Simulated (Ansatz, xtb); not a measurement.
**Relative energy of two isomers of BrGe2H7Si**

Structure a is `[GeH3][GeH2][SiH2]Br`, a singlet and structure b is `[SiH3][GeH]([GeH3])[Br]`, a singlet. Both are isolated molecules in the gas phase, relaxed with r2SCAN-D4/def2-SVP, each in the lowest conformer that the search found.

Problem. Estimate E(b) − E(a) at the level CCSD(T)/def2-SVP + ΔMP2/def2-TZVPP.

Solution. CCSD(T)/def2-SVP + ΔMP2/def2-TZVPP gives E(b) − E(a) = +0.055 eV, favouring structure a, but this leans on the basis-set step: CCSD(T) alone gives +0.036 eV.

How the difference moves with the method:

```
                             level            geometry  E(b) − E(a) (eV)  departure from the last row (eV)  job, with rough time for the two
                          GFN2-xTB            GFN2-xTB              −0.276                            −0.331               optimisation, 1.6 s
                         HF/STO-3G            GFN2-xTB              +0.190                            +0.135               single point, 3.3 s
      r2SCAN-D4/def2-SVP//GFN2-xTB            GFN2-xTB              +0.047                            −0.008                single point, 12 s
                r2SCAN-D4/def2-SVP  r2SCAN-D4/def2-SVP              +0.053                            −0.002             optimisation, 2.7 min
                       HF/def2-SVP  r2SCAN-D4/def2-SVP              +0.008                            −0.047           part of the CCSD(T) run
                      MP2/def2-SVP  r2SCAN-D4/def2-SVP              +0.045                            −0.010           part of the CCSD(T) run
                  CCSD(T)/def2-SVP  r2SCAN-D4/def2-SVP              +0.036                            −0.020                      single point
CCSD(T)/def2-SVP + ΔMP2/def2-TZVPP  r2SCAN-D4/def2-SVP              +0.055                                               single point, 4.4 min
```

As drawn, b has 1 Br–Ge, 1 Si–H in place of 1 Br–Si, 1 Ge–H.

GFN2-xTB puts the two in the other order. HF/def2-SVP finds them nearly level. The largest departure from CCSD(T)/def2-SVP + ΔMP2/def2-TZVPP is that of GFN2-xTB, 0.331 eV. The last row adds to CCSD(T) the change of the MP2 difference between the two basis sets, here +0.020 eV.

With thermal terms from frequencies at re-optimised GFN2-xTB minima (ideal gas, soft modes damped towards free rotors, one conformer each, 298.15 K, 1 atm): on the last row, ΔE + ΔZPE = +0.019, ΔH = +0.036, ΔG = −0.003 eV.

The correlated steps freeze 32 core orbitals; the filled d shell of Br and Ge is correlated, in a basis made for valence electrons. Codes used: Ansatz 0.2.0, xtb 6.7.1; the last row on 2 threads of Intel(R) Xeon(R) Processor @ 2.50GHz (Skylake/Cascade Lake) on a shared host.

The two isomers are almost level in electronic energy, with a slight preference for bromine on silicon. Going from a to b exchanges Si–Br and Ge–H for Ge–Br and Si–H. Silicon binds both bromine and hydrogen more strongly than germanium does, so the two preferences largely cancel. The more polar Si–Br bond probably tips the balance, though the change from a terminal to a central bromine site may also play a part.

The reversed order in GFN2-xTB comes from its energies rather than its structures, since r2SCAN-D4 gives nearly the same difference at either geometry. This suggests an imbalance in how the tight-binding model treats the exchanged bonds.

The zero-point term favours b, although the stiffer Si–H stretch alone would act against it. Other modes, or errors in the GFN2-xTB frequencies, must therefore outweigh that stretch. With ΔG at −0.003 eV, the calculation supports no thermodynamic preference at room temperature, and the small electronic advantage of a should not be read as selectivity.
